# Thermopower of a metallic single-electron transistor in the inelastic cotunnelling regime

## 1. Model and conventions

A normal-metal island is coupled to leads $j=L,R$ by tunnel junctions of conductance $G_j$. The electron charge is $-e$, $e>0$. The charging energy is $E_{\rm ch}(n)=E_C(n-n_g)^2$ with $E_C=e^2/2C_\Sigma$ and $n_g=C_gV_g/e$. In the valley with ground state $N$ the costs of adding and removing an electron are

$$E_+=E_C(1+2N-2n_g),\qquad E_-=E_C(1-2N+2n_g),\qquad E_++E_-=2E_C .\tag{1}$$

Premises:

- P1. Weak tunnelling: $\alpha_0=\alpha_L+\alpha_R\ll1$, with $\alpha_j=\hbar G_j/2\pi e^2=R_KG_j/4\pi^2$ and $R_K=h/e^2$.
- P2. Many channels per junction and a continuous island spectrum (level spacing $\delta\ll k_BT$). Different tunnelling events involve different island states.
- P3. Densities of states and tunnel matrix elements do not depend on energy. All particle-hole asymmetry comes from $E_\pm$.
- P4. Low-impedance environment, normal state, linear response.

Single-particle energies $\epsilon$ are counted from the equilibrium Fermi level, $\beta=1/k_BT$, $f(\epsilon)=1/(e^{\beta\epsilon}+1)$. Lead $j$ has $\mu_j$ and $T+\delta T_j$, so $\beta_j=\beta-\theta_j$ with $\theta_j=\delta T_j/k_BT^2$. Put $\delta\mu=\mu_L-\mu_R=-e(V_L-V_R)$ and $\Delta T=\delta T_L-\delta T_R$. The island occupation is written as $f_d/(1-f_d)=e^{-\beta\epsilon+\varphi(\epsilon)}$ with an arbitrary small $\varphi$. This covers a shifted island temperature and a non-Fermi shape. The thermopower is

$$S=-\frac{V_L-V_R}{\Delta T}\bigg|_{I=0}=\frac{\delta\mu}{e\,\Delta T}\bigg|_{I=0}.\tag{2}$$

Normalisation. The golden rule for a bare junction gives the electron flux $(2\pi/\hbar)\mathcal T_j\int d\epsilon\,(f_j-f_d)=(2\pi/\hbar)\mathcal T_j\,\delta\mu_j$, where $\mathcal T_j$ is $|t_j|^2$ times both densities of states, summed over spin and channels. This equals $G_j\delta\mu_j/e^2$, so $\mathcal T_j=\alpha_j$. Every sum over a pair of states at junction $j$ becomes $\alpha_j\int d\epsilon\,d\epsilon'$.

Reduced variables: $x=\beta E_+$, $x'=\beta E_-$, $U=x+x'=2\beta E_C$, $G_s=G_LG_R/(G_L+G_R)$. Take $x\le x'$. The other half of the valley follows from $x\leftrightarrow x'$, $S\to-S$.

## 2. Two properties of the Fermi convolution

The identity $f(a)[1-f(a-\epsilon)]=[f(a-\epsilon)-f(a)]/(e^{\beta\epsilon}-1)$ and $\int da\,[f(a-\epsilon)-f(a)]=\epsilon$ give

$$\int da\,f(a)[1-f(a-\epsilon)]=k_BT\,b(y),\qquad b(y)=\frac{y}{e^y-1},\qquad y=\beta\epsilon .\tag{3}$$

(A) Since $f(-a)=1-f(a)$, the integrand of (3) is invariant under $a\to\epsilon-a$. The mean of $a$ under this weight is $\epsilon/2$.

(B) $f(a+\epsilon)[1-f(a)]=e^{-\beta\epsilon}f(a)[1-f(a+\epsilon)]$. As functions of $a$ the two sides have the same shape.

## 3. Inelastic cotunnelling rate

Forward process: an electron goes from lead state $\epsilon_1$ ($L$) to island state $\epsilon_2$, another goes from island state $\epsilon_3$ to lead state $\epsilon_4$ ($R$). The charge returns to $N$. Energy conservation reads $\epsilon_1+\epsilon_3=\epsilon_2+\epsilon_4$. Define

$$\epsilon=\epsilon_1-\epsilon_2=\epsilon_4-\epsilon_3 .$$

Two orders of events exist. Entry first: the virtual state $N+1$ lies $E_++\epsilon_2-\epsilon_1=E_+-\epsilon$ above the initial state. Exit first: the virtual state $N-1$ lies $E_-+\epsilon_4-\epsilon_3=E_-+\epsilon$ above it. The bilinears $d_2^\dagger c_1$ and $c_4^\dagger d_3$ act on four distinct states and commute, so the two paths add with the same sign. The second-order amplitude is $-t_Lt_R^*A(\epsilon)$ with

$$A(\epsilon)=\frac1{E_+-\epsilon}+\frac1{E_-+\epsilon}.\tag{4}$$

The backward process ($\epsilon_4\to\epsilon_3$, $\epsilon_2\to\epsilon_1$) has denominators $E_++\epsilon_3-\epsilon_4=E_+-\epsilon$ and $E_-+\epsilon_1-\epsilon_2=E_-+\epsilon$, hence the same $A$. The forward rate is

$$\Gamma_\to=\frac{2\pi}{\hbar}\alpha_L\alpha_R\int\prod_i d\epsilon_i\;f_L(\epsilon_1)[1-f_d(\epsilon_2)]f_d(\epsilon_3)[1-f_R(\epsilon_4)]A^2\,\delta(\epsilon_1+\epsilon_3-\epsilon_2-\epsilon_4),\tag{5}$$

and $\Gamma_\leftarrow$ has every occupation factor replaced by its complement.

## 4. Linear response

The ratio of forward to backward integrands is $e^{a}$, with

$$a=-\beta_L(\epsilon_1-\mu_L)+\beta_R(\epsilon_4-\mu_R)+\beta(\epsilon_2-\epsilon_3)+\varphi(\epsilon_3)-\varphi(\epsilon_2).$$

The zeroth-order part vanishes by energy conservation. To first order

$$a=\beta\,\delta\mu+\theta_L\epsilon_1-\theta_R\epsilon_4+\varphi(\epsilon_3)-\varphi(\epsilon_2).$$

The net flux is the equilibrium integrand times $a$. Since $a$ is already first order, the bias-induced shifts of $E_\pm$ in $A$ do not contribute.

Average at fixed $\epsilon$, on which $A$ alone depends.

- Left junction: weight $f(\epsilon_1)[1-f(\epsilon_1-\epsilon)]$, integral $k_BT\,b(y)$, mean $\epsilon_1=\epsilon/2$ by (A).
- Right junction: weight $f(\epsilon_3)[1-f(\epsilon_3+\epsilon)]$, integral $k_BT\,b(-y)$, mean $\epsilon_3=-\epsilon/2$ by (A), so mean $\epsilon_4=\epsilon/2$.
- Island: $\epsilon_2$ has weight $f(\epsilon_2+\epsilon)[1-f(\epsilon_2)]$, of the same shape as that of $\epsilon_3$ by (B). The means of $\varphi(\epsilon_2)$ and $\varphi(\epsilon_3)$ cancel.

The island temperature therefore drops out, and only $\Delta T$ enters. With

$$w(y)=b(y)b(-y)=\frac{y^2}{4\sinh^2(y/2)},\qquad I_n=\int_{-\infty}^\infty dy\,w(y)\,y^n\left[\frac1{x-y}+\frac1{x'+y}\right]^2,\tag{6}$$

the electron flux from $L$ to $R$ is

$$J_{\rm co}=\frac{2\pi}{\hbar}\alpha_L\alpha_R\,k_BT\left[\beta\,\delta\mu\,I_0+\frac{\Delta T}{T}\frac{I_1}{2}\right].$$

The conductance is $e^2\,\partial J/\partial\,\delta\mu$. Using $(2\pi e^2/\hbar)\alpha_L\alpha_R=G_L\alpha_R=G_s\alpha_0$, and $J=0$ in (2),

$$G_{\rm co}=G_s\,\alpha_0I_0,\qquad S_{\rm co}=-\frac{k_B}{e}\frac{I_1}{2I_0}.\tag{7}$$

So $S=-\langle\epsilon_1\rangle/eT$, with $\langle\epsilon_1\rangle=\langle\epsilon\rangle/2$ the mean energy taken from the lead per transferred electron.

## 5. The valley result

For $x,x'\gg1$ the weight $w$ confines $|y|$ to a few units. Expand the bracket in (6). It equals $A_0+y(1/x^2-1/x'^2)+\dots$ with $A_0=1/x+1/x'$, and $1/x^2-1/x'^2=A_0(1/x-1/x')$. Its square is

$$A_0^2\left[1+2y\left(\frac1x-\frac1{x'}\right)+O(y^2/x^2)\right].$$

$w$ is even. With $e^y/(e^y-1)^2=\sum_{n\ge1}ne^{-ny}$ for $y>0$, the moments are

$$M_{2j}=\int dy\,w\,y^{2j}=2\,(2j+2)!\,\zeta(2j+2):\quad M_0=\frac{2\pi^2}3,\quad M_2=\frac{8\pi^4}{15},\quad M_4=\frac{32\pi^6}{21}.$$

Then $I_0=M_0A_0^2$, $I_1=2M_2A_0^2(1/x-1/x')$ and $M_2/M_0=4\pi^2/5$. Equation (7) gives

$$G_{\rm co}=\frac{\pi\hbar}{3e^2}G_LG_R(k_BT)^2\left(\frac1{E_+}+\frac1{E_-}\right)^2,\tag{8}$$

$$\boxed{S_{\rm co}=-\frac{4\pi^2}{5}\frac{k_B^2T}{e}\left(\frac1{E_+}-\frac1{E_-}\right)}\tag{9}$$

Equation (8) is the Averin-Nazarov conductance and (9) is the result of Turek and Matveev (2002). $S_{\rm co}$ is independent of $G_L$ and $G_R$. It is negative (electron-like) for $E_+<E_-$, zero at the valley centre, and its magnitude grows towards the conductance peaks. Cause: a hot electron ($\epsilon>0$) lowers the smaller denominator in (4) and tunnels with a larger amplitude.

Next order, for $x'\to\infty$. From $(x-y)^{-2}=\sum_n(n+1)y^n/x^{n+2}$: $I_0=M_0/x^2+3M_2/x^4$ and $I_1=2M_2/x^3+4M_4/x^5$. With $M_4/M_2=20\pi^2/7$,

$$\frac{I_1}{2I_0}=\frac{4\pi^2}{5x}\left[1+\left(\frac{40\pi^2}{7}-\frac{12\pi^2}{5}\right)\frac1{x^2}\right]=\frac{4\pi^2}{5x}\left[1+\frac{116\pi^2}{35x^2}\right].\tag{10}$$

The coefficient is $32.7$. The series is asymptotic, because $M_{2j}$ grows factorially.

## 6. Sequential tunnelling

Keep states $N$ and $N+1$, with $E_+\equiv\Delta$. Entry through junction $j$ takes lead energy $\epsilon_1$ to island energy $\epsilon_1-\Delta$. By (3) the equilibrium one-way flux is $\Phi_j=(G_j/e^2)k_BT\,b(x)P_N$, with $P_N=1/(1+e^{-x})$. The net inflow is, to first order, $\Phi_j(a_j-\lambda)$. Here $a_j=\beta\mu_j+\theta_j\Delta/2$ by (A). The constant $\lambda$ collects $\delta\ln(P_{N+1}/P_N)$, the mean of $\varphi$ and the bias shift of $\Delta$, all common to both junctions. Stationarity makes the two inflows cancel, so $J=\Phi_L\Phi_R(a_L-a_R)/(\Phi_L+\Phi_R)$. With $b(x)/(1+e^{-x})=x/(2\sinh x)$,

$$G_{\rm sq}=G_s\,g_{\rm sq},\qquad g_{\rm sq}=\frac{x}{2\sinh x},\qquad S_{\rm sq}=-\frac{k_B}{e}\frac x2=-\frac{\Delta}{2eT}.\tag{11}$$

$|S_{\rm sq}|$ rises linearly into the valley. Near the centre the $N-1$ channel adds in parallel, with weight $x'e^{-x'}$ against $xe^{-x}$ and thermopower $+(k_B/e)x'/2$, and the sign reverses. This is the sawtooth (Beenakker and Staring 1992), of amplitude just under $E_C/2eT$.

## 7. The pole of $A$ and the weighted sum

$I_n$ diverges at $y=x$, where the virtual state becomes real. That state decays at the rate $\Gamma=(G_L+G_R)k_BT\,b(-x)/e^2$, which gives the half-width $\eta=\beta\hbar\Gamma/2=\pi\alpha_0b(-x)$. Define $K(z)=\int dy\,w(y)/(y-z)$ for ${\rm Im}\,z>0$, with $K(x+i0)=k(x)+i\pi w(x)$ and $k$ the principal value. A Taylor expansion in $i\eta$ gives

$$\int\frac{w\,dy}{(y-x)^2+\eta^2}=\frac{{\rm Im}\,K(x+i\eta)}{\eta}=\frac{\pi w(x)}{\eta}+k'(x)-\frac{\pi\eta}{2}w''(x)+\dots\tag{12}$$

First term: $\alpha_0\pi w(x)/\eta=b(x)$, which is $g_{\rm sq}$ up to a relative $O(e^{-x})$. It sits at $y=x$, so its thermopower is $-(k_B/e)x/2$. The pole is the sequential channel, and $\alpha_0$ cancels from it. Second term: the finite part, which defines $I_n$ from here on. The two fluxes add, and $J=0$ gives

$$S=\frac{G_{\rm sq}S_{\rm sq}+G_{\rm co}S_{\rm co}}{G_{\rm sq}+G_{\rm co}}=-\frac{k_B}{e}\,\frac{x\,g_{\rm sq}+\alpha_0I_1}{2\,(g_{\rm sq}+\alpha_0I_0)}.\tag{13}$$

Closed form of $k$. Let $n(y)=1/(e^y-1)$, so $w=-y^2n'$. Evenness gives $K(z)=2z\int_0^\infty w\,dy/(y^2+a^2)$ with $a=-iz$. Integration by parts turns the integral into $2a^2\int_0^\infty yn\,dy/(y^2+a^2)^2=-aB'(a)$, where $B(a)=\int_0^\infty yn\,dy/(y^2+a^2)$. Binet's second formula states $B=\frac12[\ln s-1/2s-\psi(s)]$ with $s=a/2\pi$. Hence

$$K(z)=z\left[s\psi'(s)-1-\frac1{2s}\right],\qquad s=\frac{z}{2\pi i}.$$

On the real axis use $\psi'(s)=\psi'(1+s)+1/s^2$. The terms in $1/s$ contribute only to the imaginary part. With $u=x/2\pi$,

$$k(x)=x\left[u\,{\rm Im}\,\psi'(1-iu)-1\right]=x\left[2u^2\sum_{n\ge1}\frac{n}{(n^2+u^2)^2}-1\right].\tag{14}$$

$k$ is odd and tends to $-M_0/x$. Partial fractions use $1/[(x-y)(x'+y)]=U^{-1}[1/(x-y)+1/(x'+y)]$, $y/(y-x)^2=1/(y-x)+x/(y-x)^2$, $y/(x-y)=-1+x/(x-y)$ and $y/(x'+y)=1-x'/(x'+y)$. With $m(x)=k+xk'$,

$$I_0=k'(x)+k'(x')-\frac2U[k(x)+k(x')],\qquad I_1=m(x)-m(x')-\frac2U[xk(x)-x'k(x')].\tag{15}$$

Status of (13). It keeps the order $\alpha_0^0e^{-x}$ and all powers of $1/x$ at order $\alpha_0$. It is incomplete at order $\alpha_0e^{-x}$: level shifts, the energy dependence of $\eta$, and cotunnelling out of $N+1$ enter there. It is meant for $x$ of several units and more.

## 8. Position and height of the maximum

Take $1\ll x\ll x'$. Then $g_{\rm sq}\simeq xe^{-x}$ and $\alpha_0I_0\simeq\gamma/x^2$, so

$$r=\frac{G_{\rm co}}{G_{\rm sq}}=\gamma\frac{e^x}{x^3},\qquad\gamma=\frac{2\pi^2}3\alpha_0=\frac{R_K(G_L+G_R)}6 .$$

The conductances are equal at $x_c=\ln(1/\gamma)+3\ln x_c$. Let $s=-eS/k_B$. Dropping $S_{\rm co}$, $s\simeq x/[2(1+r)]$. With $xr'=(x-3)r$, the condition $s'=0$ reads $1+r=(x-3)r$, so $r=1/(x-4)$:

$$x_*=\ln\frac1\gamma+\ln\frac{x_*^3}{x_*-4},\qquad s_*=\frac{x_*(x_*-4)}{2(x_*-3)} .\tag{16}$$

The dropped term is $[r/(1+r)]\,4\pi^2/5x=4\pi^2/[5x_*(x_*-3)]$, small against $s_*$ for large $x_*$. For $\gamma\to0$, $\Delta_*\simeq k_BT\ln[(\Delta_*/k_BT)^2/\gamma]$. The energy ratio under the logarithm is $\Delta_*/k_BT$ itself. $E_C$ enters only through the factor $(1+x/x')^2$ that multiplies $\gamma$. The extremum follows the peak at a distance proportional to $T$, and its height in units of $k_B/e$ is nearly independent of $T$. The sawtooth amplitude $\beta E_C/2$ is replaced by about $x_*/2$ whenever $x_*\ll\beta E_C$. The conductances are equal at the valley centre ($x=x'=\beta E_C$, two sequential channels, $A_0=2/x$) when $2xe^{-x}=4\gamma/x^2$, that is $k_BT=E_C/\ln[(\beta E_C)^3/2\gamma]$. Well above this temperature the sawtooth is recovered.

## 9. Neglected terms and range of validity

1. Expansion in $1/x$. Equation (9) carries the relative correction $32.7/x^2$ of (10) at $x'\to\infty$. With $M_6=128\pi^8/15$ the next relative term is $(5008\pi^4/175)/x^4=2.8\times10^3/x^4$. It is smaller than the first for $x>9.2$; at $x=20$ the two are 8% and 1.7%. The coefficients of further terms grow factorially. It needs $E_\pm\gg\sqrt{32.7}\,k_BT=5.7\,k_BT$.
2. Activated term. Equation (9) needs $x^2e^{-x}/2\ll\gamma A_0^2\,(4\pi^2/5)(1/x-1/x')$. This is stricter than $x>x_c$, because $|S_{\rm sq}|\gg|S_{\rm co}|$.
3. Level shifts. At $T=0$ a virtual transition of cost $a$ shifts a charge state by $-\alpha_0\,{\rm P}\!\int_0^D\omega\,d\omega/(\omega+a)\to-\alpha_0[D-a\ln(D/|a|)]$, since the pair phase space is $\omega\,d\omega$ by (3). State $N$ has $a=\Delta$ and $2E_C-\Delta$. State $N+1$ has $a=-\Delta$ and $2E_C+\Delta$. The cutoff $D$ cancels in the difference:
$$\delta x=\alpha_0\left[2x\ln x-(U+x)\ln(U+x)+(U-x)\ln(U-x)\right]\simeq-2\alpha_0x\left[\ln(U/x)+1\right].\tag{17}$$
The last form holds for $x\ll U$. This on-shell, zero-temperature shift serves as an estimate of the relative size of higher orders in $\alpha_0$. It must be small.
4. Broadening. The third term of (12) changes the sequential term by the fraction $-\eta^2w''/2w$.
5. Elastic cotunnelling. One electron passes through one island level. If amplitudes of different levels add with random phases, the sum of $[1-f]/(E_++\epsilon_p)^2+f/(E_--\epsilon_p)^2$ over levels at low $T$ gives $1/E_++1/E_-$ times one island density of states, where (5) has two. With $\delta$ the inverse density of states including spin, $G_{\rm el}/G_{\rm co}=3\beta\delta/(2\pi^2A_0)$. This requires $(k_BT)^2\gg\delta/(1/E_++1/E_-)$.
6. Band asymmetry (P3). It adds a term of order $(\pi^2/3)(k_BT/E_F)\,k_B/e$.
7. Linearity. $\Delta T\ll T$ in the valley, and $x\,\Delta T/2T\ll1$ where the activated term matters.

## 10. Illustration: Al SET, 50 kΩ junctions, 50 mK

Aluminium superconducts below about 1.2 K. Premise P4 requires a magnetic field that drives island and leads normal, typically of order 1 T for thin films. With P3 the Zeeman splitting leaves the rates unchanged. The 50 mK is taken as the electron temperature.

Inputs: $G_L=G_R=1/(50\ {\rm k\Omega})$, $T=50$ mK, and a typical $E_C/k_B=2$ K. Then $E_C=172\ \mu$eV, $C_\Sigma=0.46$ fF, $k_BT=4.31\ \mu$eV, $U=80$, $G_s=10\ \mu$S, $\alpha_0=0.026$, $\gamma=0.172$, and $k_B/e=86.2\ \mu$V/K.

Column 4 is the weighted sum (13) with the leading forms (8) and (9). Column 5 is (13) with (14) and (15).

| $x$ | $10^3g_{\rm sq}$ | $10^3\alpha_0I_0$, eq. (15) | $s$, leading | $s$, finite part |
|---|---|---|---|---|
| 5 | 34 | 7.1 | 2.3 | 1.9 |
| 6 | 15 | 6.9 | 2.5 | 2.1 |
| 7 | 6.4 | 5.9 | 2.5 | 2.1 |
| 8 | 2.7 | 4.7 | 2.3 | 1.9 |
| 10 | 0.45 | 3.0 | 1.4 | 1.4 |
| 20 | $4.1\times10^{-5}$ | 0.80 | 0.26 | 0.30 |

Valley. At $x=20$, $x'=60$ ($E_+=86\ \mu$eV), equation (9) gives $S=-23\ \mu$V/K and (8) gives $G=7.6$ nS. Equation (13) gives $-26\ \mu$V/K and $8.0$ nS. The 13% difference in $S$ comes from higher powers of $1/x$; the first correction (10) alone, taken at $x'\to\infty$, is 8%. At $x=30$, $x'=50$ the values are $-9.1$ and $-9.6\ \mu$V/K. The left side of condition 2 falls below a tenth of the right side for $x>14.5$. The window of (9) thus runs from there to the centre at $x=40$.

Maximum. Here $\ln(1/\gamma)=1.76$, so the second logarithm in (16) dominates. Equation (16) gives $x_*=6.5$ and $s_*=2.3$, and $x_c=8.0$. The dropped cotunnelling term is $0.35$. At such $x$ the $1/x$ series is unusable, since $32.7/x^2=0.77$ at $x=6.5$. Equation (13) with (15) has its extremum at $x=6.5$ with $s=2.1$. This means $\Delta_*=28\ \mu$eV, a gate offset $x/U=0.081$ in $n_g$ from the peak, and $S=-0.18$ mV/K. The purely sequential two-channel sawtooth would reach $1.6$ mV/K (bound $E_C/2eT=1.7$ mV/K). Cotunnelling lowers the amplitude by a factor of 9.

Signals. For $\Delta T=2$ mK, $V_L-V_R=-S\,\Delta T$ is $0.36\ \mu$V at the extremum and $51$ nV at $x=20$. The linearity parameter is $x\,\Delta T/2T=0.13$ at $x=6.5$.

Neglected terms. Equation (17) gives $\delta x/x=-0.18$ at $x=6.5$ and $-0.12$ at $x=20$. This is the largest omission. It is comparable to the differences between columns 4 and 5, so even the second figure of the results above is uncertain. At $x=6.5$, $\eta=0.53$, and broadening lowers the sequential term by 6%. For an island of $1\ \mu{\rm m}\times100\ {\rm nm}\times20$ nm and an approximate density of states $1.45\times10^{47}\ {\rm J^{-1}m^{-3}}$, $\delta=0.022\ \mu$eV and $G_{\rm el}/G_{\rm co}=0.011$ at $x=20$. With $E_F\approx11.7$ eV the band term is $1.2\times10^{-6}\,k_B/e$.